Office hours: what a scale factor does to the A1 modes of water

Student: I have the water problem with me, and I doubt part (b). Here is the statement.

Problem. Take H₂O with r(OH) = 0.958 Å, angle α = 104.5° (typical values), m_H = 1.007825 u and m_O = 15.994915 u. The A1 symmetry coordinates are S₁ = (Δr₁ + Δr₂)/√2 in Å and S₂ = Δα in rad, with 2V = Σ_ij F_ij S_i S_j. An illustrative unscaled force field, of a size typical for a Hartree–Fock calculation, is F₁₁ = 9.60 aJ Å⁻², F₁₂ = 0.36 aJ Å⁻¹, F₂₂ = 0.78 aJ (1 aJ Å⁻² = 1 mdyn Å⁻¹ = 100 N m⁻¹; the radian counts as dimensionless). It is scaled as F′_ij = √(s_i s_j) F_ij at fixed geometry, with assumed factors s₁ = 0.80 (stretch) and s₂ = 0.86 (bend). Treat the data as exact in the arithmetic and carry unrounded intermediates.
(a) Find the eigenvalues λ_k of GF, the harmonic wavenumbers and the matrix L of S = LQ.
(b) Find M_ik = ∂ln λ_k/∂ln s_i at s₁ = s₂ = 1 and verify its sum rules.
(c) Find the scaled wavenumbers exactly and test the product relation.
(d) Find the single common factor that gives the same product, and its wavenumbers.

Lecturer: That is the scaled quantum mechanical force field of Pulay and co-workers (1983) in its smallest coupled case. Begin with G.

Student: With μ = 1/m I have μ_H = 0.992236 u⁻¹, μ_O = 0.062520 u⁻¹, cos α = −0.250380, sin α = 0.968148. Wilson's elements for the block are
G₁₁ = μ_H + μ_O(1 + cos α) = 1.039102 u⁻¹
G₁₂ = −√2 μ_O sin α / r = −0.089353 u⁻¹ Å⁻¹
G₂₂ = (2/r²)[μ_H + μ_O(1 − cos α)] = 2.332646 u⁻¹ Å⁻²
and H = GF is
H₁₁ = 9.943211 aJ Å⁻² u⁻¹, H₁₂ = 0.304381 aJ Å⁻¹ u⁻¹
H₂₁ = −0.018036 aJ Å⁻³ u⁻¹, H₂₂ = 1.787297 aJ Å⁻² u⁻¹.
The trace is 11.730508 aJ Å⁻² u⁻¹ and the determinant 17.77696 aJ² Å⁻⁴ u⁻². The roots of λ² − (trace)λ + det = 0 are λ₁ = 9.942538 and λ₂ = 1.787970 aJ Å⁻² u⁻¹.

Lecturer: And the conversion?

Student: λ = (2πcν̃)², which gives ν̃ = 1302.79 cm⁻¹ × √(λ / aJ Å⁻² u⁻¹). So ν̃₁ = 4107.9 cm⁻¹ for the stretch and ν̃₂ = 1742.0 cm⁻¹ for the bend. The columns of L are eigenvectors of H. I normalised them so that LᵀFL = Λ, the diagonal matrix of the λ_k, which goes with LLᵀ = G:
L₁₁ = 1.017768 u^(−1/2), L₁₂ = −0.057004 u^(−1/2)
L₂₁ = −0.002251 u^(−1/2) Å⁻¹, L₂₂ = 1.527299 u^(−1/2) Å⁻¹.
First index coordinate, second index mode.

Lecturer: Good. Now your doubt.

Student: I learned the potential energy distribution as F_ii L_ik²/λ_k. For the bend mode I get F₁₁L₁₂²/λ₂ = 0.017447 of stretch. So lowering the stretch factor must lower the bend. Why would I need another formula?

Lecturer: Because s₁ sits in two places. Write the eigenproblem in symmetric form, F L_k = λ_k G⁻¹ L_k, with L_kᵀG⁻¹L_k = 1. G depends on masses and geometry only, so it is fixed. Differentiate and multiply from the left by L_kᵀ. The terms in dL_k combine to L_kᵀ(F − λ_k G⁻¹) dL_k, which is zero because F and G⁻¹ are symmetric. What remains, for a root that is not degenerate within its block, is dλ_k = L_kᵀ dF L_k. What is dF?

Student: F′_ab = √(s_a s_b) F_ab, so ∂F′_ab/∂ln s_i = ½(δ_ai + δ_bi) F′_ab. The diagonal element gets the full weight, and the couplings in row i and column i get half each.

Lecturer: The two halves add, and you have
M_ik = ∂ln λ_k/∂ln s_i = Σ_j F_ij L_ik L_jk / λ_k,
with F, L and λ taken at the point where you differentiate. This is the total energy distribution of Pulay and Török (1966). Your diagonal term answers a different question: it is ∂ln λ_k/∂ln F_ii with the couplings held fixed. Put in the coupling for the bend mode.

Student: F₁₂L₁₂L₂₂/λ₂ = −0.017530 and F₂₂L₂₂²/λ₂ = 1.017612, all dimensionless. Then M₁₂ = 0.017447 − 0.017530 = −0.000083, and M₂₂ = 1.017612 − 0.017530, which is 1.000083 with unrounded terms. The stretch share has all but vanished.

Lecturer: Translate that into wavenumbers. Since ν̃ ∝ √λ, ∂ln ν̃_k/∂ln s_i = M_ik/2. Take d ln s₁ = −0.01 at first order.

Student: The diagonal term would predict ½ × 0.017447 × (−0.01) × 1742.0 cm⁻¹ = −0.15 cm⁻¹ for the bend. The full M₁₂ gives +0.0007 cm⁻¹. But now I object again. You call it a distribution, and one entry is negative and another exceeds one.

Lecturer: Nothing forbids it. From LᵀFL = Λ we get FL = (L⁻¹)ᵀΛ, so Σ_j F_ij L_jk = (L⁻¹)_ki λ_k and
M_ik = L_ik (L⁻¹)_ki.
It is a product of two numbers of either sign, not a square. The same form gives both sum rules. Summing over coordinates i gives (L⁻¹L)_kk = 1, and summing over modes k gives (LL⁻¹)_ii = 1. It also explains the word total. From LLᵀ = G we get G⁻¹L = (L⁻¹)ᵀ, so the kinetic analogue Σ_j (G⁻¹)_ij L_ik L_jk equals M_ik too. Kinetic and potential energy are shared out identically, which is not so for the diagonal terms alone.

Student: Then in a 2×2 block one number fixes all four entries.

Lecturer: Yes, and you can get it without L. M_ik is the i-th diagonal element of the projector onto mode k, and for two roots that projector is (H − λ₂·1)/(λ₁ − λ₂) for mode 1.

Student: M₁₁ = (H₁₁ − λ₂)/(λ₁ − λ₂) = 8.155241/8.154568 = 1.000083. So
M₁₁ = 1.000083, M₁₂ = −0.000083
M₂₁ = −0.000083, M₂₂ = 1.000083.
Rows and columns each sum to one, and M₂₂ matches what I found from L. Does a negative entry mean that real water stiffens its bend when the bonds soften?

Lecturer: No, it is a property of this model. The off-diagonal entry is M₁₂ = (λ₁ − H₁₁)/(λ₁ − λ₂), and λ₁ − H₁₁ has the sign of H₁₂H₂₁ here. Look at H₂₁ = G₁₂F₁₁ + G₂₂F₁₂.

Student: It is −0.857789 + 0.839753 aJ Å⁻³ u⁻¹, a near cancellation. It vanishes at F₁₂ = −G₁₂F₁₁/G₂₂ = 0.368 aJ Å⁻¹, only 0.008 above the given value.

Lecturer: So one unit in the last digit of F₁₂ reverses the sign. The robust statement is that M is very close to the unit matrix for force fields like this one: each factor controls its own mode. Now part (c).

Student: √(s₁s₂) = √0.688 = 0.829458, so F′₁₁ = 7.68 aJ Å⁻², F′₁₂ = 0.298605 aJ Å⁻¹, F′₂₂ = 0.6708 aJ. With the same G and the same units as before,
H′₁₁ = 7.953621, H′₁₂ = 0.250343, H′₂₁ = 0.010308, H′₂₂ = 1.538058,
λ′₁ = 7.954024 and λ′₂ = 1.537656 aJ Å⁻² u⁻¹, so ν̃′₁ = 3674.2 cm⁻¹ and ν̃′₂ = 1615.5 cm⁻¹. The product is λ′₁λ′₂ = 12.23055 aJ² Å⁻⁴ u⁻², and 12.23055/17.77696 = 0.688000.

Lecturer: Which is s₁s₂. Say why.

Student: Integrate the sum rule? Σ_k ∂ln λ_k/∂ln s_i = 1 at every point, so ln Π_k λ_k grows as Σ_i ln s_i.

Lecturer: Correct, and the determinant shows it in one line. F′ = DFD with D = diag(√s_i), so det F′ = (Π_i s_i) det F, and Π_k λ_k = det G det F. Here det G = 2.415873 u⁻² Å⁻² and det F = 7.3584 aJ² Å⁻², whose product is your 17.77696. No expansion is involved, so the relation
Π_k λ′_k / Π_k λ_k = Π_i s_i
holds for factors of any size and for any strength of coupling. For wavenumbers take the root: ν̃′₁/ν̃₁ = 0.894427 and ν̃′₂/ν̃₂ = 0.927362 multiply to 0.829458.

Student: Those ratios are just √0.80 and √0.86 to six places. If the derivative formula is exact, I can do better by exponentiating it: ν̃′_k = ν̃_k Π_i s_i^(M_ik/2).

Lecturer: Try it. Define the cross effect as ln[ν̃′₁/(ν̃₁√s₁)].

Student: With M₁₁ − 1 = −M₂₁ = 8.3×10⁻⁵ the estimate is ½(M₁₁ − 1) ln(s₁/s₂), and ln(0.80/0.86) = −0.072321, so −3.0×10⁻⁶. The exact roots give −4.3×10⁻⁷. That is off by a factor of 7.

Lecturer: The formula is exact as a derivative, but L changes along the way. Did you notice that H′₂₁ is positive? At the scaled point M₁₂ = +6.3×10⁻⁵, against −8.3×10⁻⁵ at the start. The neglected higher-order part of the cross effect is +2.6×10⁻⁶, nearly as large as the first-order part and opposite in sign. In wavenumbers the first-order cross shift of ν̃′₁ is −0.011 cm⁻¹ and the exact one is −0.0016 cm⁻¹, so neither matters in practice. For finite scaling you rediagonalise, and in a least-squares fit of the s_i you recompute M at each step, where it supplies the Jacobian. What does the product relation say of the bend?

Student: That its cross effect is equal and opposite in the logarithm. I find ln[ν̃′₂/(ν̃₂√s₂)] = +4.3×10⁻⁷. The exponentiated estimate obeys the product relation too, since the rows of M sum to one, so the product cannot reveal that the estimate is off.

Lecturer: A useful warning. Part (d).

Student: If all factors equal s, everything scales by √s.

Lecturer: Which everything? F′ = sF, so GF′ = sGF. The eigenvalues λ_k scale by s, the wavenumbers by √s, and L, hence M, does not change. That is the sum over i integrated along the line of equal factors. It follows that M depends only on the ratios of the factors.

Student: The same product needs s² = 0.688, so s = 0.829458 and √s = 0.910746. That gives 3741.3 and 1586.5 cm⁻¹, against 3674.2 and 1615.5 cm⁻¹ with two factors. Same product, different spectrum.

Lecturer: So the product fixes one combination of the factors, and the individual values need the individual modes.

Student: One more doubt. A program scales Δr₁, Δr₂ and Δα, not S₁. And some people use rΔα for the bend.

Lecturer: Both bonds carry the same factor s₁, and S₁ mixes only those two. With valence constants f_r, f_rr and f_rα, F₁₁ = f_r + f_rr scales by s₁, F₁₂ = √2 f_rα by √(s₁s₂), and the lone B2 constant f_r − f_rr by s₁, so the antisymmetric stretch scales by exactly √s₁. In general, if several coordinates share a factor, its sensitivity is the sum of their M_ik, and it enters the product of a block once for each coordinate of its class in that block. Replacing Δα by rΔα multiplies a row of L by r and the matching column of L⁻¹ by 1/r, which leaves M unchanged. Mixing a stretch with a bend into new coordinates would define a different scaling.

Student: And why insist on nonredundant coordinates?

Lecturer: With n coordinates for m < n modes, L is n×m and has no inverse. For a given F the derivative formula and the sum over i survive, since they need only dλ_k = L_kᵀ dF L_k and λ_k = L_kᵀ F L_k. The sum over k becomes a diagonal element of LΛ⁻¹LᵀF, a projector of trace m, so the n sums cannot all be one. Also det G = 0, so the determinant argument is lost, and F itself is no longer unique.

Student: How do I report the wavenumbers?

Lecturer: As the model's. The force constants are illustrative, and the factors were chosen to bring the two modes into the region typical of water's stretch and bend, so their position tests nothing. Factors fitted to observed fundamentals also absorb anharmonicity, which this harmonic model does not contain. If the force constants were rounded values, half a unit in the last digit of F₁₁ would move ν̃′₁ by about 1 cm⁻¹, and the same in F₂₂ would move ν̃′₂ by about 5 cm⁻¹, far more than any cross effect. The model gives 3674.2 and 1615.5 cm⁻¹ for data taken as exact and an M that departs from the unit matrix by less than 10⁻⁴ at both ends of the scaling, while the ratio λ′₁λ′₂/(λ₁λ₂) = 0.688 does not depend on F, the masses or the geometry at all.